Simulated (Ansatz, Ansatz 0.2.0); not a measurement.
# Bulk modulus of bcc potassium: PBE and PBEsol within 5 % of the 4 K value, LDA too stiff

## The question

The reference is the bulk modulus of potassium at 4 K, 3.7 GPa, obtained by piston displacement. It is an earlier literature value quoted for comparison in "Electronic and structural ground state of heavy alkali metals at high pressure" (2014, arXiv:1412.0768), a study that itself used x-ray diffraction in diamond anvil cells at 10 K and x-ray absorption spectra under pressure on K, Rb and Cs. What the piston experiment follows is volume against pressure; the modulus comes from an equation-of-state fit over about 2 GPa and so depends somewhat on the pressure derivative assumed. To my knowledge it agrees with ultrasonic elastic constants near helium temperature. The same source quotes 2.96 GPa from x-ray diffraction at room temperature. Potassium softens strongly on warming, so that value is kept as context and not as a target for a static lattice.

| compared with | measured | source's wording or label | T (K) | method |
| --- | --- | --- | --- | --- |
| B (Reuss) (GPa) | 3.7 | B0, earlier piston-displacement experiment | 4 | piston displacement * |
| B (Reuss) (GPa) | 2.96 | B0, earlier x-ray diffraction experiment | room temperature | x-ray diffraction |

Where a quantity has several values, deviations refer to the one marked *.

Conditions are those given with the value in the passage it was taken from; "not stated" means there, and the paper may say more elsewhere. The values are a selection: others may have been left out beforehand as unlike or outlying.

## How to go about it

I want the cheapest level of theory that gives the bulk modulus of bcc potassium within 5 % of the 4 K value, that is within about 0.2 GPa. This is well below the gap between the cold and the room-temperature value, and fine enough to tell apart functionals that bind the metal differently. The calculation is for a static lattice; zero-point motion, still present at 4 K, should lower the measured modulus by roughly a few per cent relative to it.

The model is one nonmagnetic atom in the primitive cell, strained by small finite amounts. For a cubic crystal the bulk modulus follows from C11 and C12 alone; the shear constants are not compared here, but they serve as a test of the numerics, since the lattice is very soft and strongly anisotropic. I begin with LDA on a coarse k mesh, settle the sampling first, and only then change the functional.

System: K (potassium), bcc; Im-3m (No. 229), 1 atom in the primitive cell; the database structure is a diffraction structure: a = 5.236 Å; structure from the Crystallography Open Database.

## 1. LDA on a coarse mesh

A nearly-free-electron metal with one atom per cell is cheap to compute, but its Fermi surface has to be sampled well, and elastic constants of a few GPa leave little room for noise. I start with a 12×12×12 mesh and a broad smearing to see how far the lightest setting goes. LDA usually overbinds, so I expect a cell smaller than the diffraction one and a modulus above the reference.

**Run 1.** Ansatz 0.2.0: LDA, cell and atoms relaxed in a first step at this level from the database structure (its input isn't shown), PAW set soft_2, cutoff 420 eV (default), 12x12x12 k mesh, Methfessel-Paxton smearing 0.25 eV; elastic constants by two-point finite strains with relaxed ions, amplitude 0.01.

Key lines of the input:
```
crystal:
  # lattice and atoms
kpoints:
  mp_grid: { grid: [12, 12, 12] }
hamiltonian:
  xc: lda
scf:
  occupations: { method: methfessel_paxton, width: 0.25 }
output:
  forces: true
  stress: true
elastic:
  mode: relaxed_ion
  stencil: two_point
  amplitude: 0.01
```

Command:
```
ansatz run input.yaml --threads 8 --pin off --max-ram 16384MiB --backend cpu --events-out ev --progress --plain --runs-dir out
```

Selected lines of the output:
```
  C = ∂σ_k/∂η_j (tension-positive GPa; Voigt order 11 22 33 23 13 12):
         4.826      4.252      4.252     -0.000      0.000      0.000
  moduli (Voigt/Reuss/Hill, GPa): K = 4.44/4.44/4.44   G = 1.93/0.63/1.28   E = 3.50   ν = 0.369
  mechanically stable: yes (min eigenvalue of sym C = 0.57 GPa)
```

Converged; 7.3 s on 8 cores of Intel Xeon at 2.70GHz, shared host.

| quantity | run 1 | measured | deviation |
| --- | --- | --- | --- |
| B (Reuss) (GPa) | 4.44 | 3.7 | +0.74 (+20.1 %) |
| conventional cell volume (Å³) | 128.71 |  |  |
| pressure (GPa) | −0.0133 |  |  |
| G (Hill) (GPa) | 1.28 |  |  |
| C11 (GPa) | 4.83 |  |  |
| C12 (GPa) | 4.25 |  |  |
| C44 (GPa) | 3.02 |  |  |

The modulus comes out at 4.44 GPa, 20 % above the reference, and the relaxed cell is about a tenth smaller in volume than the diffraction cell. Both have the direction expected of LDA. The size of the error can't yet be put on the functional, because the mesh is coarse for a metal. The shear response gives most reason for doubt: C11 and C12 differ by only 0.57 GPa, and a small sampling error in either would change that difference considerably.

## 2. Denser k meshes for LDA

The first run took seconds, so sampling can be improved at little expense before any functional is judged. I keep LDA and the smearing and go to 28×28×28 and 34×34×34, two meshes so that they can be compared with each other. I expect C11 − C12 and C44 to move more than the bulk modulus, which depends on an average over the Fermi surface that keeps its cubic symmetry under compression.

**Run 2.** Ansatz 0.2.0: LDA, cell and atoms relaxed in a first step at this level from the database structure (its input isn't shown), PAW set soft_2, cutoff 420 eV (default), 28x28x28 k mesh, Methfessel-Paxton smearing 0.25 eV; elastic constants by two-point finite strains with relaxed ions, amplitude 0.01.

Key lines of the input, as changed from run 1:
```diff
  kpoints:
-   mp_grid: { grid: [12, 12, 12] }
+   mp_grid: { grid: [28, 28, 28] }
```

Selected lines of the output:
```
  C = ∂σ_k/∂η_j (tension-positive GPa; Voigt order 11 22 33 23 13 12):
         4.937      4.197      4.197      0.000      0.000      0.000
         0.000     -0.000      0.000      3.162      0.000     -0.000
```

Converged; 51 s, same machine.

**Run 3.** Ansatz 0.2.0: LDA, cell and atoms relaxed in a first step at this level from the database structure (its input isn't shown), PAW set soft_2, cutoff 420 eV (default), 34x34x34 k mesh, Methfessel-Paxton smearing 0.25 eV; elastic constants by two-point finite strains with relaxed ions, amplitude 0.01.

Key lines of the input, as changed from run 1:
```diff
  kpoints:
-   mp_grid: { grid: [12, 12, 12] }
+   mp_grid: { grid: [34, 34, 34] }
```

Command:
```
ansatz run input.yaml --threads 4 --pin off --max-ram 16384MiB --backend cpu --events-out ev --progress --plain --runs-dir out
```

Selected lines of the output:
```
Basis set: ecut = 420 eV, 1261 PW (Γ) [...]
k-points: 5373 of 39304
  C = ∂σ_k/∂η_j (tension-positive GPa; Voigt order 11 22 33 23 13 12):
         4.937      4.197      4.197      0.000      0.000      0.000
         4.197      4.937      4.197     -0.000     -0.000      0.000
         4.197      4.197      4.937     -0.000      0.000     -0.000
         0.000      0.000     -0.000      3.163      0.000     -0.000
         0.000      0.000     -0.000     -0.000      3.163     -0.000
         0.000     -0.000      0.000      0.000     -0.000      3.163
  moduli (Voigt/Reuss/Hill, GPa): K = 4.44/4.44/4.44   G = 2.05/0.79/1.42   E = 3.84   ν = 0.356
  mechanically stable: yes (min eigenvalue of sym C = 0.74 GPa)
```

Converged; 96 s on 4 cores of Intel Xeon 6975P-C (Granite Rapids), shared host.

| quantity | run 2 | run 3 | measured |
| --- | --- | --- | --- |
| B (Reuss) (GPa) | 4.44 | 4.44 | 3.7 |
| conventional cell volume (Å³) | 128.61 | 128.61 |  |
| pressure (GPa) | −0.0135 | −0.0135 |  |
| G (Hill) (GPa) | 1.42 | 1.42 |  |
| C11 (GPa) | 4.94 | 4.94 |  |
| C12 (GPa) | 4.20 | 4.20 |  |
| C44 (GPa) | 3.16 | 3.16 |  |

The two dense meshes agree to within 0.001 GPa in every constant, so at this smearing the 28×28×28 mesh is sufficient. Compared with the coarse mesh, C11 − C12 has risen from 0.57 to 0.74 GPa and C44 from 3.02 to 3.16 GPa, while the bulk modulus has stayed at 4.44 GPa. The coarse mesh was thus good enough for B but not for the shear constants, and the 20 % excess of LDA doesn't come from k-point sampling.

## 3. PBE on the converged mesh

With the mesh settled, the functional is the next thing to change. A gradient correction adds little to the cost of a one-atom cell, and PBE usually weakens the overbinding of LDA, giving a larger cell and a softer lattice. I expect the modulus to fall towards the reference. I keep the 28×28×28 mesh so that the shear constants remain comparable as well.

**Run 4.** Ansatz 0.2.0: PBE, cell and atoms relaxed in a first step at this level from the database structure (its input isn't shown), PAW set soft_2, cutoff 420 eV (default), 28x28x28 k mesh, Methfessel-Paxton smearing 0.25 eV; elastic constants by two-point finite strains with relaxed ions, amplitude 0.01.

Key lines of the input, as changed from run 2:
```diff
  hamiltonian:
-   xc: lda
+   xc: pbe
```

Selected lines of the output:
```
  C = ∂σ_k/∂η_j (tension-positive GPa; Voigt order 11 22 33 23 13 12):
         4.033      3.392      3.392      0.000     -0.000     -0.000
  moduli (Voigt/Reuss/Hill, GPa): K = 3.61/3.61/3.61   G = 1.74/0.68/1.21   E = 3.26   ν = 0.349
```

Converged; 59 s, same machine.

| quantity | run 4 | measured | deviation |
| --- | --- | --- | --- |
| B (Reuss) (GPa) | 3.61 | 3.7 | −0.09 (−2.5 %) |
| conventional cell volume (Å³) | 147.25 |  |  |
| pressure (GPa) | 0.0029 |  |  |
| G (Hill) (GPa) | 1.21 |  |  |
| C11 (GPa) | 4.03 |  |  |
| C12 (GPa) | 3.39 |  |  |
| C44 (GPa) | 2.68 |  |  |

PBE gives 3.61 GPa, 2.5 % below the reference and inside the 5 % target, at a cost of the same order as LDA (the two runs used different machines and core counts). The relaxed cell has grown to 147.25 Å³, now between two and three per cent larger in volume than the diffraction cell, where LDA was about a tenth too small. The softer modulus goes with the larger cell, and the shear constants fall along with it.

## 4. Smearing, strain amplitude and cutoff

The distance of PBE from the reference is only 0.09 GPa, so I want to know how far the remaining settings can move a modulus of this size. I test them on LDA, where the mesh series already stands: a smearing of 0.1 eV, half the strain amplitude, and a cutoff of 550 eV, the last on a 22×22×22 mesh. This measures the sensitivity for LDA and is only a guide for PBE. I expect small changes in B, with the narrower smearing showing most in the shear constants.

**Run 5.** Ansatz 0.2.0: LDA, cell and atoms relaxed in a first step at this level from the database structure (its input isn't shown), PAW set soft_2, cutoff 420 eV (default), 28x28x28 k mesh, Methfessel-Paxton smearing 0.1 eV; elastic constants by two-point finite strains with relaxed ions, amplitude 0.01.

Key lines of the input, as changed from run 2:
```diff
  scf:
-   occupations: { method: methfessel_paxton, width: 0.25 }
+   occupations: { method: methfessel_paxton, width: 0.1 }
```

Selected lines of the output:
```
  C = ∂σ_k/∂η_j (tension-positive GPa; Voigt order 11 22 33 23 13 12):
         4.890      4.218      4.218     -0.000      0.000      0.000
  moduli (Voigt/Reuss/Hill, GPa): K = 4.44/4.44/4.44   G = 2.05/0.73/1.39   E = 3.77   ν = 0.359
```

Converged; 94 s on 4 cores of Arm Neoverse V1, shared host.

**Run 6.** Ansatz 0.2.0: LDA, cell and atoms relaxed in a first step at this level from the database structure (its input isn't shown), PAW set soft_2, cutoff 420 eV (default), 28x28x28 k mesh, Methfessel-Paxton smearing 0.25 eV; strain amplitude 0.005; elastic constants by two-point finite strains with relaxed ions.

Key lines of the input, as changed from run 2:
```diff
  elastic:
-   amplitude: 0.01
+   amplitude: 0.005
```

Selected lines of the output:
```
  C = ∂σ_k/∂η_j (tension-positive GPa; Voigt order 11 22 33 23 13 12):
         4.934      4.196      4.196      0.000     -0.000     -0.000
        -0.000     -0.000     -0.000      3.162     -0.000      0.000
```

Converged; 92 s, same machine.

**Run 7.** Ansatz 0.2.0: LDA, cell and atoms relaxed in a first step at this level from the database structure (its input isn't shown), PAW set soft_2, cutoff 550 eV, 22x22x22 k mesh, Methfessel-Paxton smearing 0.25 eV; elastic constants by two-point finite strains with relaxed ions, amplitude 0.01.

Key lines of the input, as changed from run 1:
```diff
  kpoints:
-   mp_grid: { grid: [12, 12, 12] }
+   mp_grid: { grid: [22, 22, 22] }
+ basis:
+   ecutwfc: 550.0
```

Selected lines of the output:
```
  C = ∂σ_k/∂η_j (tension-positive GPa; Voigt order 11 22 33 23 13 12):
         4.943      4.197      4.197     -0.000      0.000      0.000
```

Converged; 73 s, same machine.

| quantity | run 5 | run 6 | run 7 | measured |
| --- | --- | --- | --- | --- |
| B (Reuss) (GPa) | 4.44 | 4.44 | 4.45 | 3.7 |
| conventional cell volume (Å³) | 128.59 | 128.61 | 128.58 |  |
| pressure (GPa) | −0.0135 | −0.0135 | −0.0128 |  |
| G (Hill) (GPa) | 1.39 | 1.41 | 1.42 |  |
| C11 (GPa) | 4.89 | 4.93 | 4.94 |  |
| C12 (GPa) | 4.22 | 4.20 | 4.20 |  |
| C44 (GPa) | 3.19 | 3.16 | 3.18 |  |

None of the three changes moves the LDA bulk modulus by more than about 0.01 GPa, far less than the 0.09 GPa between PBE and the reference. Halving the strain amplitude alters no constant by more than 0.003 GPa. The run at 550 eV also has a different mesh, so it bounds the two changes only together, but they too are small.

The narrower smearing does show in the shear response: C11 − C12 falls from 0.74 to 0.67 GPa. The mesh comparison above is for the broad smearing, and a narrower one asks more of the mesh, so this shift may contain some sampling error. The soft shear constant is therefore known less well than B, to about a tenth of its value.

## 5. Is it the volume?

PBE differs from LDA in its cell as well as in its modulus, and I want to see how much of the softening comes from the cell alone. I therefore run LDA in the diffraction cell, where it should be under tension and clearly softer than at its own volume. Beside it I put PBEsol with a relaxed cell, a gradient-corrected functional of about the same cost as PBE, to see whether the agreement belongs to gradient corrections generally. I expect its modulus to lie between those of LDA and PBE.

**Run 8.** Ansatz 0.2.0: LDA, atoms relaxed in the database cell, PAW set soft_2, cutoff 420 eV (default), 28x28x28 k mesh, Methfessel-Paxton smearing 0.25 eV; elastic constants by two-point finite strains with relaxed ions, amplitude 0.01.

Key lines of the input, as changed from run 1:
```diff
  kpoints:
-   mp_grid: { grid: [12, 12, 12] }
+   mp_grid: { grid: [28, 28, 28] }
```

Selected lines of the output:
```
  C = ∂σ_k/∂η_j (tension-positive GPa; Voigt order 11 22 33 23 13 12):
         3.175      2.675      2.675     -0.000      0.000      0.000
  moduli (Voigt/Reuss/Hill, GPa): K = 2.84/2.84/2.84   G = 1.62/0.54/1.08   E = 2.88   ν = 0.331
```

Converged; 85 s, same machine.

**Run 9.** Ansatz 0.2.0: PBEsol, cell and atoms relaxed in a first step at this level from the database structure (its input isn't shown), PAW set soft_2, cutoff 420 eV (default), 28x28x28 k mesh, Methfessel-Paxton smearing 0.25 eV; elastic constants by two-point finite strains with relaxed ions, amplitude 0.01.

Key lines of the input, as changed from run 2:
```diff
  hamiltonian:
-   xc: lda
+   xc: pbesol
```

Selected lines of the output:
```
  C = ∂σ_k/∂η_j (tension-positive GPa; Voigt order 11 22 33 23 13 12):
         4.196      3.501      3.501     -0.000     -0.000     -0.000
  moduli (Voigt/Reuss/Hill, GPa): K = 3.73/3.73/3.73   G = 1.85/0.73/1.29   E = 3.47   ν = 0.345
```

Converged; 1.8 min, same machine.

| quantity | run 8 | run 9 | measured |
| --- | --- | --- | --- |
| B (Reuss) (GPa) | 2.84 | 3.73 | 3.7 |
| conventional cell volume (Å³) | – | 141.69 |  |
| pressure (GPa) | −0.4091 | 0.0006 |  |
| G (Hill) (GPa) | 1.08 | 1.29 |  |
| C11 (GPa) | 3.18 | 4.20 |  |
| C12 (GPa) | 2.68 | 3.50 |  |
| C44 (GPa) | 2.53 | 2.85 |  |

In the diffraction cell LDA is under a tension of about 0.4 GPa and its modulus drops to 2.84 GPa, well below the reference. Elastic constants of a stressed cell depend on the strain convention by amounts of the order of the stress, so I don't take this figure as exact. It still lies about 0.8 GPa below PBE, although the relaxed PBE cell is even larger. The larger cell alone would thus soften LDA too much, and at comparable volume PBE is the stiffer of the two. Correcting the LDA volume by hand is no substitute for the better functional.

PBEsol gives 3.73 GPa, between LDA and PBE as I expected and within 1 % of the reference. Its cell is about one per cent smaller in volume than the diffraction cell. Both gradient-corrected functionals meet the target, on opposite sides of the measured value.

## 6. BLYP and r2SCAN for comparison

PBE and PBEsol share one functional form, so their agreement says little about gradient corrections in general. BLYP is built differently, and its correlation part doesn't reproduce the uniform electron gas, a weakness that should matter in a metal as close to that limit as potassium. I expect it to do worse than PBE. With it I run r2SCAN, a dearer meta-GGA, to see whether the next rung brings anything for this quantity. Both use a 22×22×22 mesh, which is dense enough for B judging by the LDA runs.

**Run 10.** Ansatz 0.2.0: BLYP, cell and atoms relaxed in a first step at this level from the database structure (its input isn't shown), PAW set soft_2, cutoff 420 eV (default), 22x22x22 k mesh, Methfessel-Paxton smearing 0.25 eV; elastic constants by two-point finite strains with relaxed ions, amplitude 0.01.

Key lines of the input, as changed from run 7:
```diff
  hamiltonian:
-   xc: lda
+   xc: blyp
- basis:
-   ecutwfc: 550.0
```

Selected lines of the output:
```
  C = ∂σ_k/∂η_j (tension-positive GPa; Voigt order 11 22 33 23 13 12):
         3.444      3.106      3.106     -0.000      0.000      0.000
  moduli (Voigt/Reuss/Hill, GPa): K = 3.22/3.22/3.22   G = 1.43/0.38/0.90   E = 2.48   ν = 0.372
```

Converged; 61 s, same machine.

**Run 11.** Ansatz 0.2.0: r2SCAN, cell and atoms relaxed in a first step at this level from the database structure (its input isn't shown), PAW set soft_2, cutoff 500 eV (default), 22x22x22 k mesh, Methfessel-Paxton smearing 0.25 eV; elastic constants by two-point finite strains with relaxed ions, amplitude 0.01.

Key lines of the input, as changed from run 7:
```diff
  hamiltonian:
-   xc: lda
+   xc: r2scan
- basis:
-   ecutwfc: 550.0
```

Selected lines of the output:
```
  C = ∂σ_k/∂η_j (tension-positive GPa; Voigt order 11 22 33 23 13 12):
         4.028      3.247      3.247      0.000      0.000      0.000
  moduli (Voigt/Reuss/Hill, GPa): K = 3.51/3.51/3.51   G = 1.73/0.80/1.26   E = 3.38   ν = 0.339
```

Converged; 5.3 min on 4 cores of AMD EPYC 7571, shared host.

| quantity | run 10 | run 11 | measured |
| --- | --- | --- | --- |
| B (Reuss) (GPa) | 3.22 | 3.51 | 3.7 |
| conventional cell volume (Å³) | 150.66 | 152.15 |  |
| pressure (GPa) | 0.0098 | 0.0154 |  |
| G (Hill) (GPa) | 0.90 | 1.26 |  |
| C11 (GPa) | 3.44 | 4.03 |  |
| C12 (GPa) | 3.11 | 3.25 |  |
| C44 (GPa) | 2.27 | 2.62 |  |

BLYP gives 3.22 GPa, 13 % below the reference and a clear miss. C11 − C12 is only 0.34 GPa, about half the PBE value. Both results fit the doubt about its correlation part in a nearly uniform electron gas, though the runs don't isolate that cause.

r2SCAN comes to 3.51 GPa, 5.2 % below the reference. That is a narrow miss, and probably a little wider than it looks: the cell retains a pressure of 0.0154 GPa, which with a pressure derivative of roughly 4 stiffens it by roughly 0.06 GPa, and zero-point motion would lower the value further. Its cell is the largest of all, about 6 % above the diffraction cell in volume, yet it is stiffer than BLYP in its slightly smaller cell, so volume alone again doesn't fix the modulus. For this quantity the step to a meta-GGA brings no gain that would justify the dearer functional. The mesh and cutoff tests were made with LDA and don't carry over to r2SCAN as a proof of convergence.

## The runs side by side

| run | settings | B (Reuss) (GPa) | deviation | cost |
| --- | --- | --- | --- | --- |
| 1 | LDA, 12x12x12 mesh | 4.44 | +0.74 (+20.1 %) | under 1 core-min |
| 2 | LDA, 28x28x28 mesh | 4.44 | +0.74 (+20.1 %) | 6.7 core-min |
| 3 | LDA, 34x34x34 mesh | 4.44 | +0.74 (+20.1 %) | 6.4 core-min |
| 4 | PBE, 28x28x28 mesh | 3.61 | −0.09 (−2.5 %) | 3.9 core-min |
| 5 | LDA, 28x28x28 mesh, Methfessel-Paxton smearing 0.1 eV | 4.44 | +0.74 (+20.0 %) | 6.3 core-min |
| 6 | LDA, 28x28x28 mesh, strain amplitude 0.005 | 4.44 | +0.74 (+20.1 %) | 6.2 core-min |
| 7 | LDA, cutoff 550 eV, 22x22x22 mesh | 4.45 | +0.75 (+20.1 %) | 4.8 core-min |
| 8 | LDA, atoms relaxed in the database cell, 28x28x28 mesh | 2.84 | −0.86 (−23.2 %) | 5.7 core-min |
| 9 | PBEsol, 28x28x28 mesh | 3.73 | +0.03 (+0.9 %) | 7 core-min |
| 10 | BLYP, 22x22x22 mesh | 3.22 | −0.48 (−13.0 %) | 4.1 core-min |
| 11 | r2SCAN, cutoff 500 eV, 22x22x22 mesh | 3.51 | −0.19 (−5.2 %) | 21 core-min |
|  | measured | 3.7 |  |  |

Further runs on the same system, made beside this series (convergence steps with loose settings among them):

| further | settings | B (Reuss) (GPa) | deviation | cost |
| --- | --- | --- | --- | --- |
| F1 | LDA, 18x18x18 mesh | 4.44 | +0.74 (+20.1 %) | 2.3 core-min |
|  | measured | 3.7 |  |  |

## What the runs support

PBE meets the target: its bulk modulus of 3.61 GPa lies 2.5 % below the 4 K value, at a cost of about 4 core-minutes. PBEsol, of the same class of cost, comes within 1 %. LDA is 20 % too stiff, BLYP 13 % too soft, and r2SCAN misses narrowly at a higher cost.

The pass is for a static lattice. Zero-point motion should lower the computed moduli by roughly a few per cent, which would widen the PBE deviation and could bring it to the 5 % limit or slightly past it; PBEsol has more room. The equation-of-state fit behind the reference adds a doubt of its own, so I don't rank the two functionals.

The change from LDA to PBE or PBEsol was the decisive step; BLYP shows that not every gradient correction will do. LDA in the diffraction cell showed that imposing the diffraction volume doesn't repair the modulus but overshoots to the soft side. The PBE cell is between two and three per cent larger in volume than the diffraction cell, which by itself softens the lattice, so some cancellation probably helps PBE.

For B the dense meshes were unnecessary with LDA: 12×12×12, 18×18×18 and 34×34×34 all give 4.44 GPa. They were needed for the shear constants, for which the coarsest mesh is inadequate. C11 − C12 also depends on the smearing, and I leave its value open to about a tenth.

The tests of mesh, smearing, strain and cutoff were made with LDA and are only a guide for PBE. The influence of the PAW set is not shown in this report. A phonon calculation of the zero-point contribution would be the natural next step.

[Logs are printed without paths, hosts, clocks, repeated set-up lines and the standing remarks that a program may print on its own settings, such as how far it seeks lower states.]

[The runs shown are a pick from a larger set of finished runs; failed, doubtful and other runs were left out of it ahead of writing. So were measured values far from every level or from commonly accepted values, and agreement can look better than it is. Lines of input and output are excerpts and may be shortened.]
